## Notes: discretising the spreading resistance of a probe on Si

My probe is a flat metal disc of radius $a$ at potential $V$ on a half space of resistivity $\rho$. The rest of the surface insulates, transport is diffusive ($a\gg l$), and $\phi\to0$ far away. A uniform wafer has a closed answer, so I use it to price the discretisations that I would later run on a doping profile.

### Exact answer

In oblate spheroidal coordinates $r=a\sqrt{(1+\xi^2)(1-\eta^2)}$, $z=a\xi\eta$, with $\xi=\sinh\mu\ge0$ and $0\le\eta\le1$, the disc is $\xi=0$ and the insulating plane is $\eta=0$. The scale factors give $h_\eta h_\varphi/h_\xi=a(1+\xi^2)$, independent of $\eta$. So $\phi(\xi)$ obeys $\partial_\xi[(1+\xi^2)\partial_\xi\phi]=0$, and $\phi=V[1-(2/\pi)\arctan\xi]$. Confocal shells add in series:

$$R_M=\frac{\rho}{2\pi a}\int_0^\infty\frac{d\xi}{1+\xi^2}=\frac{\rho}{2\pi a}\int_0^\infty\frac{d\mu}{\cosh\mu}=\frac{\rho}{4a}.$$

On the disc $h_\xi=a\eta=\sqrt{a^2-r^2}$, hence $j=I/(2\pi a\sqrt{a^2-r^2})$. A hole between two half spaces has $\rho/2a$. I write $\delta=R/R_M-1$. As work $W$ I count multiplications, divisions, roots and function calls, one each, with additions free.

### Shell grids (C and V)

The numerical form of this solution takes $N$ shells with midpoint resistances. A grid uniform in $\xi$ with step $h$ is poor. The infinite sum is $(\pi/2)\tanh(\pi/h)$ in place of $\pi/2$, and the cutoff loses a fraction $2/(\pi Nh)$. For $10^{-3}$ the step needs $2e^{-2\pi/h}<10^{-3}$, so $h<0.83$, and the cutoff needs $Nh>637$, which makes more than 770 shells. I drop it.

A grid uniform in $\mu$ gives $R=(\rho/2\pi a)\,h\sum_{n=0}^{N-1}\mathrm{sech}[(n+\frac12)h]$. The Fourier transform of $\mathrm{sech}\,\mu$ is $\pi\,\mathrm{sech}(\pi\omega/2)$, so Poisson summation yields

$$h\sum_{n=0}^{\infty}\mathrm{sech}[(n+\tfrac12)h]=\frac{\pi}{2}\Big[1+2\sum_{m\ge1}(-1)^m\mathrm{sech}\frac{\pi^2m}{h}\Big].$$

The step costs about $-4e^{-\pi^2/h}$ and the missing shells about $-(4/\pi)e^{-Nh}$. The alternating series is negative and the dropped terms are positive, so the grid lies below $R_M$. Equal exponents mean $h=\pi/\sqrt N$, the rule I use throughout, and then $\delta\to-5.27\,e^{-\pi\sqrt N}$ with $5.27=4+4/\pi$. The number of shells grows as $\ln^2(1/|\delta|)$.

The chain C uses the independence of $\eta$. It needs one cosh and one division per shell, so $W_C=2N$, with a running sum as its only storage. A depth profile destroys that independence. The volume grid V then carries $M$ equal cells in $\eta$ on each of the $N-1$ inner surfaces. On the uniform wafer a constant potential per surface solves its equations exactly, so $\delta_V=\delta_C$. With half-bandwidth $M$, each unknown costs $(M+1)(M+2)/2$ for banded Cholesky, $M+2$ for forward substitution and the norm, and 4 for its two links. I assume $M=8$, a number that this model cannot test. Without end corrections $W_V=472(N-1)$, and the storage is $M(M+1)(N-1)=72(N-1)$ numbers.

### Polynomial current on the disc (P)

Set $a=1$ and $\hat\jmath(k)=\int_0^1 j\,J_0(kr)\,r\,dr$. The surface potential is $\rho\int\hat\jmath J_0(kr)\,dk$, the power is $2\pi\rho\int\hat\jmath^{\,2}dk$, and $I=2\pi\hat\jmath(0)$. By Thomson's principle every trial $j$ gives an upper bound on $R$. The Abel projection $g(t)=(2/\pi)\int_t^1 j\,r\,dr/\sqrt{r^2-t^2}$ satisfies $\hat\jmath=\int_0^1g\cos kt\,dt$, and Parseval's relation gives

$$\frac{R[j]}{R_M}=\frac{\int_0^1g^2dt}{\left(\int_0^1g\,dt\right)^2}\ge1 .$$

Equality needs constant $g$, which is the edge-singular current. A basis that contains $1/\sqrt{1-r^2}$ is therefore exact with one function here, and this model cannot rank it. P asks what I lose without the edge factor. Polynomials of degree $N-1$ in $r^2$ map to $g=\sqrt{1-t^2}$ times even polynomials. An orthogonal basis on $[-1,1]$ is $\sqrt{1-t^2}P'_L(t)$ with $L=2n+1$ and squared norm $2L(L+1)/(2L+1)$. Integration by parts and the cosine series of $P_L(\cos\theta)$ give its overlap with 1 as $\pi a_na_{n+1}$, where $a_n=\binom{2n}{n}4^{-n}$. The best $R_M/R$ is the squared projection of the constant divided by the constant's squared norm 2, and the sum telescopes:

$$\frac{R_M}{R_N}=\sum_{n=0}^{N-1}\frac{\pi^2a_n^2a_{n+1}^2(4n+3)}{4(2n+1)(2n+2)}=\pi^2a_N^4\,N(N+\tfrac12).$$

The large-$N$ expansion of $a_N$ gives $\delta_P\approx1/[8(N+\frac14)^2]$. Uniform current ($N=1$) has $R/R_M=32/3\pi^2$, or $\delta=8.08\times10^{-2}$, and $N=2$ gives $2.47\times10^{-2}$.

That basis serves the derivation. A solver meant for layered wafers works in $k$ space, with Zernike polynomials $R_{2n}^0(r)$, whose transforms are $(-1)^nJ_{2n+1}(k)/k$. They span the same space. The Weber-Schafheitlin integral gives a dense matrix,

$$G_{mn}=\int_0^\infty\hat\jmath_m\hat\jmath_n\,dk=\frac{4}{\pi(2p+1)(2p+3)(1-4q^2)},\quad p=m+n,\ q=m-n .$$

Only $n=0$ carries net current, with $\hat\jmath_0(0)=\frac12$, so $R_N/R_M=8/[\pi(G^{-1})_{00}]$. With index 0 ordered last, $1/(G^{-1})_{00}$ is the final pivot and no solve is needed. The integer factors come from additions, so each of the $N(N+1)/2$ stored entries costs 2. Cholesky costs $N(N+1)(N+2)/6$. Together $W_P=N(N+1)(N+8)/6$, which grows as $\delta^{-3/2}$, while storage grows as $\delta^{-1}$.

### Smallest $N$ for a target

| target $\lvert\delta\rvert$ | $N$ shells | $\delta_{C,V}$ | $W_C$ | $W_V$ | store V | $N_P$ | $\delta_P$ | $W_P$ | store P |
|---|---|---|---|---|---|---|---|---|---|
| $10^{-2}$ | 4 | $-9.61\times10^{-3}$ | 8 | 1416 | 216 | 4 | $6.92\times10^{-3}$ | 40 | 10 |
| $10^{-3}$ | 8 | $-7.21\times10^{-4}$ | 16 | 3304 | 504 | 11 | $9.88\times10^{-4}$ | 418 | 66 |
| $10^{-4}$ | 12 | $-9.82\times10^{-5}$ | 24 | 5192 | 792 | 36 | $9.51\times10^{-5}$ | 9768 | 666 |
| $10^{-5}$ | 18 | $-8.53\times10^{-6}$ | 36 | 8024 | 1224 | 112 | $9.92\times10^{-6}$ | 253120 | 6328 |

C is cheapest in every row, but it applies only when the resistivity is constant on confocal shells, and for the uniform wafer $\rho/4a$ itself costs one division. The real choice lies between V and P. P is cheaper by a factor 35 at $10^{-2}$ and 7.9 at $10^{-3}$. At $10^{-4}$ V leads by 1.9, which I count as a tie because $W_V$ grows as $M^3$ and $M$ is assumed. At $10^{-5}$ V leads by 32.

### Best inside a budget

| budget $W$ | largest $N_V$ ($W_V$) | $\delta_V$ | largest $N_P$ ($W_P$) | $\delta_P$ | pick |
|---|---|---|---|---|---|
| 100 | none | none | 6 (98) | $3.20\times10^{-3}$ | P |
| 1000 | 3 (944) | $-2.21\times10^{-2}$ | 15 (920) | $5.37\times10^{-4}$ | P |
| 10000 | 22 (9912) | $-2.09\times10^{-6}$ | 36 (9768) | $9.51\times10^{-5}$ | V |

Where C is allowed, a budget of 100 buys 50 shells and $\delta=-1.2\times10^{-9}$. These picks belong to the uniform model. On a profile each $G_{mn}$ needs a quadrature over $k$, which raises $W_P$, and V must resolve interfaces that cut across the shells, so its exponential rate is not guaranteed.

### How much accuracy the Si probe can use

I assume n-type Si with $\rho=1\ \Omega\,$cm, $a=2\ \mu$m and $T=300$ K, a typical mobility $\mu_n=1300$ cm$^2$/V s and a typical conductivity mass $m^*=0.26\,m_e$. The model gives $R_M=1250\ \Omega$, bracketed by four shells (1238 Ω) and four polynomials (1259 Ω). With $\tau=\mu_nm^*/e$ and $v=\sqrt{3k_BT/m^*}$ the mean free path is $l=v\tau=44$ nm. The ballistic (Sharvin) correction is then of relative order $l/a=0.022$. The carrier density is $n=1/(e\rho\mu_n)=4.8\times10^{15}$ cm$^{-3}$. With the compiled static dielectric constant 11.7 (Ioffe Institute), the Debye length $\sqrt{\varepsilon k_BT/e^2n}$ is 59 nm, or $0.03\,a$, and space charge under the metal changes the resistivity over at least that depth. Both neglected effects exceed the $10^{-2}$ row of the table. The model's value is also low for a real probe. As typical knowledge, a pressed metal tip on n-type Si of this resistivity often reads higher by a factor of two or more, owing to the contact barrier and the patchy, damaged contact, and such probes are calibrated on samples of known resistivity. For this probe I therefore stop at $10^{-2}$ and take P with $N=4$, at 40 operations and 10 stored numbers. V pays only in code tests that aim below $10^{-4}$.